Zusman rate at a metal electrode: the assumption of additive resistances

1. Model and conventions

One nondegenerate redox level, wide flat band, zero overpotential, Debye solvent, overdamped motion. x = level energy minus Fermi energy, y = x/kT. State 1 is oxidized, state 2 reduced:
F1 = (x − λ)²/4λ, F2 = (x + λ)²/4λ.
Variance 2λkT and relaxation time τ_L fix the diffusion constant in y: D = 2λ/(kT τ_L). Golden-rule exchange: 1→2 at rate Γf(y), 2→1 at rate Γ(1 − f), with Γ = 2πV²ρ/ħ and f = 1/(1 + e^y). All rates are one-way rate constants.

Near the barrier, for λ ≫ kT: F1,2/kT ≈ λ/4kT ∓ y/2. Define
c = 2cosh(y/2), s = 1 − f = e^(y/2)/c, γ = Γ/D.
Write the populations as P_i = N p_i exp(−F_i/kT), with N a constant, p1 → 1 in well 1 and p2 → 0 in well 2. Measure flux in units of N D exp(−λ/4kT); let J be the steady total flux and j(y) the fraction carried by state 1, so j(−∞) = 0, j(+∞) = 1. The steady equations are
p1′ = J e^(−y/2) j, p2′ = J e^(y/2)(1 − j), J j′ = γ(p1 − p2)/c.
The resistance is R = 1/J. With N⁻¹ = √(4πλ/kT), the weight of well 1,
k = D exp(−λ/4kT)/[R √(4πλ/kT)].

Limits. Fast exchange: p1 = p2 forces j = s, which is diffusion on the Fermi-rounded surface, and R = ∫dy/c = π:
k_ad = (1/τ_L) √(λ/(π³kT)) exp(−λ/4kT).
Slow exchange: p1 − p2 = 1, so J = γπ:
k_NA = (V²ρ/ħ) √(π³kT/λ) exp(−λ/4kT).
Their ratio is g = π²γ = π³V²ρ kT τ_L/(ħλ), and in general k_ad/k = R/π.

2. Where the assumption enters

The formula k = k_NA/(1 + g) says R = π + 1/(πγ): the two limiting resistances added in series. To see what this assumes, eliminate p1 and p2:
(c j′)′ = γ(c j − e^(y/2)).
This is the Euler equation of the dissipation functional (Thomson's principle), whose minimum is R:
R = min ∫dy [1/c + c(j − s)² + c j′²/γ].
Term 1 gives π. Term 2 vanishes only for j = s. Term 3 is smallest, 1/(πγ), only for j′ = 1/(πc), by Cauchy–Schwarz with ∫j′dy = 1; then j = A(y) = (2/π) arctan e^(y/2), and p1 − p2 is constant across the exchange zone. Series addition takes both minima at once. Since A ≠ s, no single j does so. The exchange zone has a width of order kT, as has the rounded barrier top, so no small parameter separates the two steps. Consequence: k < k_NA/(1 + g) for every finite g. For a point-like sink (homogeneous two-state transfer, linear branches) j is a step at every coupling and the addition is exact.

3. First correction

At either end one term dictates j, and the change of j enters R only at the next order.

Small g: insert j = A. With e^(y/2) = tan(π/4 + φ/2),
(1/π)∫c(A − s)²dy = (1/π)∫(2φ/π − sin φ)² sec²φ dφ over (−π/2, π/2) = 16 ln2/π² − 1 = 0.124.
Hence k_ad/k = 1/g + 1.124 + O(g).

Large g: insert j = s, s′ = 1/c², ∫dy/c³ = π/8. Then R = π + π/(8γ) and
k_ad/k = 1 + (π²/8)/g + O(1/g²), π²/8 = 1.234.
Series addition puts 1 in place of both 1.124 and 1.234.

4. All g

Take ĵ(z) = ∫e^(−zy) j dy for small Re z > 0, continued across the pole at z = 0, beyond which it is the transform of j − 1. Factors e^(±y/2) shift z by ∓1/2, so the Euler equation, written with j − 1 in the e^(y/2) terms, becomes
ĵ(z+1)/ĵ(z) = −(z + 1/4 − ν)(z + 1/4 + ν)/[(z + 3/4 − ν)(z + 3/4 + ν)], ν = √(1/16 + γ).
The solution whose only pole in |Re z| ≤ 1/2 is 1/z, and which decays along the imaginary direction, is (Γ(·) is the gamma function here)
ĵ(z) = [π/sin πz] G(z)/G(0),
G(z) = Γ(ν+1/4+z) Γ(ν+1/4−z)/[Γ(ν+3/4+z) Γ(ν+3/4−z)].
For γ → ∞, zĵ → πz/sin πz, the transform of s′; for γ → 0, zĵ → 1/cos πz, the transform of A′. Because p1 − p2 → 0 at y → −∞, R = ∫e^(−y/2) j dy = ĵ(1/2). The recurrence Γ(a+1) = aΓ(a) and ν² − 1/16 = γ give
Φ(g) ≡ k/k_ad = (g/π²) [Γ(ν+1/4)/Γ(ν+3/4)]⁴, ν = √(1/16 + g/π²).
Its expansions reproduce section 3. The largest shortfall below g/(1 + g) is 3.6 %, at g ≈ 1.3.

5. Distance integral

Uniform reactant density for z > 0, g = g0 e^(−βz), each z reacting independently:
k_het = (k_ad/β) ∫₀^g0 Φ(g) dg/g = (k_ad/β)[ln(1 + g0) − δ(g0)],
δ(g0) = ∫₀^g0 [1/(1 + g) − Φ/g] dg > 0.
Small g0: δ/ln(1 + g0) ≈ (8 ln2/π² − 1/2) g0 = 0.062 g0. Large g0: δ → 0.083 by quadrature, so k_het ≈ (k_ad/β) ln(0.92 g0). The logarithm and its coefficient survive; only the argument is rescaled.

6. Size for Ru(NH3)6 3+/2+ in water–glycerol

Inputs, typical or assumed: T = 298.15 K (kT = 25.7 meV), λ ≈ 0.8 eV held fixed over composition (λ/kT = 31.1), V ≈ 30 meV at closest approach, ρ ≈ 0.3 eV⁻¹, β ≈ 1 Å⁻¹. τ_L ≈ 0.5 ps for water, scaled with viscosity by factors 10 and 100 (roughly 60 and 85 wt % glycerol). That scaling is an assumption, and glycerol-rich mixtures are not Debye liquids. Then g0 = 0.408 per ps of τ_L and k_ad τ_L = 4.17 × 10⁻⁴. The last column is k_het of the series formula.

τ_L/ps | g0 | ln(1+g0) | δ | δ/ln(1+g0) | k_het/(cm s⁻¹)
0.5 | 0.204 | 0.186 | 0.0018 | 1.0 % | 1.5
5 | 2.04 | 1.112 | 0.032 | 2.8 % | 0.93
50 | 20.4 | 3.063 | 0.073 | 2.4 % | 0.26

The viscosity exponent at fixed λ is d ln k_het/d ln τ_L = −1 + Φ(g0)/[ln(1 + g0) − δ]. At g0 = 2.04 it is −0.400, against −0.396 from the series formula.

7. Neglected terms that rival the correction

Curvature. Keeping x²/4λ multiplies the whole integrand of R by e^(εy²), with ε = kT/4λ = 0.0080. The bound survives: R ≥ B + 1/(γW), with B = ∫e^(εy²)dy/c taken between the wells (|y| ≤ λ/kT) and W = ∫e^(−εy²)dy/c. Now k_ad ∝ 1/B and k_NA ∝ W. The mean of y² under the weight 1/c is π², so to first order both rates fall by the fraction π²ε = 0.079 and g is unchanged. Quadrature gives B = 3.47 and W = 2.93 in place of π: factors 0.9 on k_ad, 0.93 on k_NA and 1.03 on g = γWB. The shift of the rates is larger than the correction studied here.

Curvature also shrinks the correction. It narrows the exchange zone and so brings A, now the normalized cumulative integral of e^(−εy²)/c, closer to s. With k_ad and g including curvature:
small g: excess (1/B)∫c e^(εy²)(A − s)²dy = 0.068 in place of 0.124 (factor 0.55);
large g: excess W∫e^(εy²)dy/c³ − 1 = 0.17 in place of 0.23 (factor 0.72); the first-order coefficient is (π²/8)(1 − 8ε), because the mean of y² under 1/c³ is π² − 8.
Intermediate g is not solved here. If the factor stays between these two values, the 2.8 % of the table becomes 1.5 to 2.0 %. The δ columns are λ ≫ kT values; on the same condition they are too large by a factor of 1.4 to 1.8 at λ = 0.8 eV, so they are reliable in sign and to within a factor of about two.

Level broadening. The Fermi rounding and the golden-rule rates need Δ = πV²ρ ≪ kT. Here Δ = 0.85 meV and Δ/kT = 0.033, so omitted terms of this relative order are as large as δ/ln(1 + g0). At given g, Δ/kT scales as 1/τ_L: a crossover reached through viscosity at weak coupling isolates δ better than one reached through larger V.

Input sensitivity. A change of λ by 10 meV changes exp(−λ/4kT) by about 10 %. Series addition therefore overestimates k_het by an amount of known sign, under 3 % in all three rows, and well below what the uncertainty of λ does to an absolute rate constant.